**Problem.** Polycrystalline H$_2$O ice Ih at $T=20$ K is studied by incoherent inelastic neutron scattering. Each proton (mass $m=1.008$ u, molecule $M=18.015$ u) has local axes: $z$ along its O–H bond, $x$ normal to it in the molecular plane, $y$ out of the plane. The model is harmonic. Each group of modes has one frequency $\nu$ and weights $w_i=\sum|e_i|^2$, the squared proton components of the mass-weighted eigenvectors. All entries are typical, approximate inputs.

| group | $\nu$ / THz | $w_x$ | $w_y$ | $w_z$ |
|---|---|---|---|---|
| translations | below about 10 | 0.056 | 0.056 | 0.056 |
| librations | 20.0 | 0.480 | 0.944 | 0 |
| bend | 49.0 | 0.464 | 0 | 0 |
| stretches | 97.0 | 0 | 0 | 0.944 |

The translations give an isotropic mean-square displacement $U_t=90$ pm$^2$ per axis. The value 20.0 THz (82.7 meV) stands for a band running roughly from 16 to 30 THz. The spectrometer has a fixed final energy $E_f=h\times0.80$ THz and detector banks at scattering angles $45^\circ$ and $135^\circ$.

(a) Find the librational tensor $\mathbf B$ and the total tensor $\mathbf A$. (b) Find $\alpha$ and the $Q$ of maximum one-phonon intensity. (c) Find the intensity in both banks. (d) Size the neglected terms.

**Margin 1: which exponent.** For one orientation of the crystal, the loss of one quantum $h\nu$ has the cross-section per proton
$$\frac{d^2\sigma}{d\Omega\,dE}=\frac{\sigma_{\rm inc}}{4\pi}\frac{k_f}{k_i}\,S\,\delta(E-h\nu),\qquad S=(\mathbf{QQ}:\mathbf B)\,e^{-\mathbf{QQ}:\mathbf A},$$
with $\mathbf{QQ}:\mathbf B=Q_iB_{ij}Q_j$ and $S$ dimensionless. Here $A_{ij}=\langle u_iu_j\rangle$, and $e^{-\mathbf{QQ}:\mathbf A}$ is the Debye–Waller factor of the intensity, $e^{-2W}$, with no factor $1/2$. A mode contributes $(\hbar/2m\omega)\,e_ie_j$, times $2\bar n+1$ in $\mathbf A$ and times $\bar n+1$ in $\mathbf B$, where $\bar n$ is the Bose occupation. For the librations $h\nu/k_BT=48.0$, so both factors are 1. The thermal part of the translations is included in $U_t$. Incoherent scattering adds site by site, and a powder turns every site through all orientations, so one proton represents all of them.

**Margin 2: part (a).** Completeness of the eigenvectors makes each column of weights sum to 1, and rigid translation takes $m/M=0.056$. With $\omega=2\pi\nu$,
$$\frac{\hbar}{4\pi m}=5.014\times10^{-9}\ {\rm m^2\,s^{-1}},$$
so $\hbar/4\pi m\nu=250.7$, $102.3$ and $51.7$ pm$^2$ for libration, bend and stretch. Then, in pm$^2$,
$$\mathbf B={\rm diag}(120.3,\ 236.6,\ 0),$$
$$\mathbf A={\rm diag}(90+120.3+47.5,\ 90+236.6,\ 90+48.8)={\rm diag}(257.8,\ 326.6,\ 138.8).$$
$\mathbf A$ contains $\mathbf B$ itself. These rounded tensors are used from here on: ${\rm Tr}\mathbf B=356.9$ pm$^2$, ${\rm Tr}\mathbf A=723.2$ pm$^2$.

**Margin 3: where the 5 comes from.** Put $\mathbf Q=Q\mathbf n$ and $\mathbf A=a\mathbf 1+\mathbf D$ with $a={\rm Tr}\mathbf A/3$ and ${\rm Tr}\mathbf D=0$. Averages over the unit sphere are isotropic tensors, symmetric in all indices, and contraction with $n_in_i=1$ fixes their size:
$$\langle n_in_j\rangle=\frac{\delta_{ij}}{3},\qquad \langle n_in_jn_kn_l\rangle=\frac{\delta_{ij}\delta_{kl}+\delta_{ik}\delta_{jl}+\delta_{il}\delta_{jk}}{15}.$$
Expanding only in $\mathbf D$,
$$\langle S\rangle=\frac{Q^2{\rm Tr}\mathbf B}{3}\,e^{-Q^2a}\left[1-Q^2\delta+\dots\right],\qquad \delta=\frac{3}{{\rm Tr}\mathbf B}\cdot\frac{2\,\mathbf B:\mathbf D}{15}=\frac25\frac{\mathbf B:\mathbf D}{{\rm Tr}\mathbf B}.$$
Writing the bracket as $e^{-Q^2\delta}$ and using $\mathbf B:\mathbf D=\mathbf B:\mathbf A-a\,{\rm Tr}\mathbf B$ gives
$$S_{\rm AI}=\frac{Q^2{\rm Tr}\mathbf B}{3}\,e^{-Q^2\alpha},\qquad \alpha=a+\delta=\frac15\left[{\rm Tr}\mathbf A+2\,\frac{\mathbf B:\mathbf A}{{\rm Tr}\mathbf B}\right].$$
The small quantity is $Q^2\mathbf D$. Neither $Q^2a$ nor the anisotropy of $\mathbf B$ needs to be small: here $B_z=0$.

**Margin 4: why the bracket is exponentiated.** Define the weight $p(\mathbf n)=3\,\mathbf{nn}:\mathbf B/{\rm Tr}\mathbf B$, which is non-negative and averages to 1. Exactly,
$$\langle S\rangle=\frac{Q^2{\rm Tr}\mathbf B}{3}\left\langle e^{-Q^2\,\mathbf{nn}:\mathbf A}\right\rangle_p=S_{\rm AI}\exp\left(\tfrac12Q^4\kappa_2-\dots\right),$$
where $\alpha=\langle\mathbf{nn}:\mathbf A\rangle_p$ is the first cumulant and $\kappa_2$ the variance. So $\alpha$ is the mean-square displacement along $\mathbf Q$, averaged over the directions in which the mode scatters. Because the exponential is convex, Jensen's inequality gives $\langle S\rangle\ge S_{\rm AI}$ at every $Q$: the formula is a lower bound.

**Margin 5: part (b).**
$$\mathbf B:\mathbf A=120.3\times257.8+236.6\times326.6=1.0829\times10^5\ {\rm pm^4},\qquad \frac{\mathbf B:\mathbf A}{{\rm Tr}\mathbf B}=303.4\ {\rm pm^2},$$
$$\alpha=\frac{723.2+2\times303.4}{5}\ {\rm pm^2}=266.0\ {\rm pm^2},\qquad a=241.1\ {\rm pm^2},\qquad\delta=24.9\ {\rm pm^2}.$$
With $s=Q^2$, $d(se^{-\alpha s})/ds=(1-\alpha s)e^{-\alpha s}$ vanishes at $s=1/\alpha$:
$$Q_{\max}=\alpha^{-1/2}=61.3\ {\rm nm^{-1}},\qquad S_{\rm AI}(Q_{\max})=\frac{{\rm Tr}\mathbf B}{3e\alpha}=0.165.$$
This is a maximum of $S$ along $Q$ at fixed energy transfer. The isotropic choice $\alpha\to a$ puts it at 64.4 nm$^{-1}$. The sign $\delta>0$ has a plain cause: librations scatter when $\mathbf Q$ is normal to the bond, where the proton is softest. For the stretch, $\alpha_z=({\rm Tr}\mathbf A+2A_z)/5=200.2$ pm$^2$, below $a$.

**Margin 6: one $\alpha$ per band or per mode.** The in-plane and out-of-plane librations alone have $\alpha_x=({\rm Tr}\mathbf A+2A_x)/5=247.8$ pm$^2$ and $\alpha_y=275.3$ pm$^2$, with maxima at 63.5 and 60.3 nm$^{-1}$. Since $\alpha\,{\rm Tr}\mathbf B$ is linear in $\mathbf B$, the band value is their trace-weighted mean. Summing the two exponentials differs from the single one only at order $Q^4$, through the weighted variance
$$\frac{B_xB_y}{({\rm Tr}\mathbf B)^2}(\alpha_y-\alpha_x)^2=169\ {\rm pm^4}.$$

**Margin 7: the second order.** The six-index average has 15 pairings over 105. For symmetric $\mathbf X,\mathbf Y,\mathbf Z$ they sum to ${\rm Tr}\mathbf X\,{\rm Tr}\mathbf Y\,{\rm Tr}\mathbf Z$, plus twice each of the three terms of type ${\rm Tr}\mathbf X\,{\rm Tr}(\mathbf{YZ})$, plus $8\,{\rm Tr}(\mathbf{XYZ})$. With $\mathbf D$ traceless,
$$\kappa_2=\frac1{35}\left[2\,{\rm Tr}\mathbf D^2+8\,\frac{{\rm Tr}(\mathbf B\mathbf D^2)}{{\rm Tr}\mathbf B}\right]-\delta^2 .$$
Here $\mathbf D={\rm diag}(16.7,\ 85.5,\ -102.3)$ pm$^2$; unrounded, ${\rm Tr}\mathbf D^2=18054$ pm$^4$ and ${\rm Tr}(\mathbf{BD}^2)/{\rm Tr}\mathbf B=4944$ pm$^4$. Thus $\kappa_2=2162-622=1540$ pm$^4$. The linear bracket of Margin 3 drops $Q^4/2$ times 2162 pm$^4$, the exponentiated form $Q^4/2$ times 1540 pm$^4$. Splitting the band as in Margin 6 recovers only 11 % of $\kappa_2$.

At $Q_{\max}$ the dropped exponent is $\kappa_2/2\alpha^2=0.0109$, against the retained $\delta/\alpha=0.094$. The condition $1/s-\alpha+\kappa_2s=0$ gives $s\approx\alpha^{-1}(1+\kappa_2/\alpha^2)$, so the maximum moves out by 1.1 %, to 62.0 nm$^{-1}$.

**Margin 8: the exact average.** With $t=n_z$ and $B_z=0$, the azimuthal average gives modified Bessel functions:
$$\langle S\rangle=Q^2\int_0^1(1-t^2)\,e^{-Q^2[A_zt^2+\bar A(1-t^2)]}\left[\bar B\,I_0(\zeta)-b\,I_1(\zeta)\right]dt,\qquad \zeta=Q^2\Delta\,(1-t^2),$$
where $\bar A=(A_x+A_y)/2=292.2$, $\Delta=(A_y-A_x)/2=34.4$, $\bar B=(B_x+B_y)/2=178.45$ and $b=(B_y-B_x)/2=58.15$, all in pm$^2$. Its maximum lies at 62.0 nm$^{-1}$.

**Margin 9: part (c).** For neutron energy $h\nu'$, $k=\sqrt{4\pi m_n\nu'/\hbar}$. With $\nu'=20.8$ and $0.80$ THz, $k_i=64.43$ nm$^{-1}$ and $k_f=12.64$ nm$^{-1}$. From $Q^2=k_i^2+k_f^2-2k_ik_f\cos\vartheta$, $Q=56.2$ nm$^{-1}$ at $45^\circ$ and $73.9$ nm$^{-1}$ at $135^\circ$. The banks straddle the maximum. With $S_{\rm iso}=S_{\rm AI}\,e^{Q^2\delta}$:

| $Q$ / nm$^{-1}$ | $Q^2\alpha$ | $S_{\rm AI}$ | $S_{\rm iso}/S_{\rm AI}$ | $\langle S\rangle/S_{\rm AI}$ |
|---|---|---|---|---|
| 56.2 | 0.840 | 0.162 | 1.082 | 1.008 |
| $\alpha^{-1/2}$ | 1 | 0.165 | 1.098 | 1.011 |
| 73.9 | 1.453 | 0.152 | 1.146 | 1.024 |

The factor $k_f/k_i$ is common to both banks, so the backward-to-forward ratio per solid angle is the ratio of $S$: 0.94 from $S_{\rm AI}$, 0.95 from the exact average, 0.99 from $S_{\rm iso}$. At the backward bank $Q^4\kappa_2/2=0.023$, which accounts for nearly all of the last table entry.

**Margin 10: part (d), the larger omission.** $S_{\rm AI}$ counts events with one librational quantum and no other. Events with one libration and $j$ translational phonons carry, integrated over energy, the extra factor $(Q^2U_t)^j/j!$, which passes through the powder average unchanged because $U_t$ is isotropic. The terms $j\ge1$, the phonon wings, sum to $e^{Q^2U_t}-1$ times the band origin: 0.33 in the forward bank and 0.63 in the backward bank. This exceeds the whole anisotropy correction. The librational band is about 14 THz wide and a translational phonon carries under about 10 THz, so much of the wing lies inside the band. If origin and all wings are integrated together, $e^{Q^2U_t}$ cancels the translational part of the exponent:
$$\alpha_{\rm int}=\alpha-U_t=176.0\ {\rm pm^2},\qquad Q_{\max}=75.4\ {\rm nm^{-1}},$$
while $\delta$ and $\kappa_2$ are unchanged. The value 61.3 nm$^{-1}$ belongs to the wing-free origin, best approached at the low-energy edge of the band, and 75.4 nm$^{-1}$ to complete collection of the wings. An energy window between these limits gives an intermediate maximum, and purely translational multiphonon scattering lies beneath the band as a further background.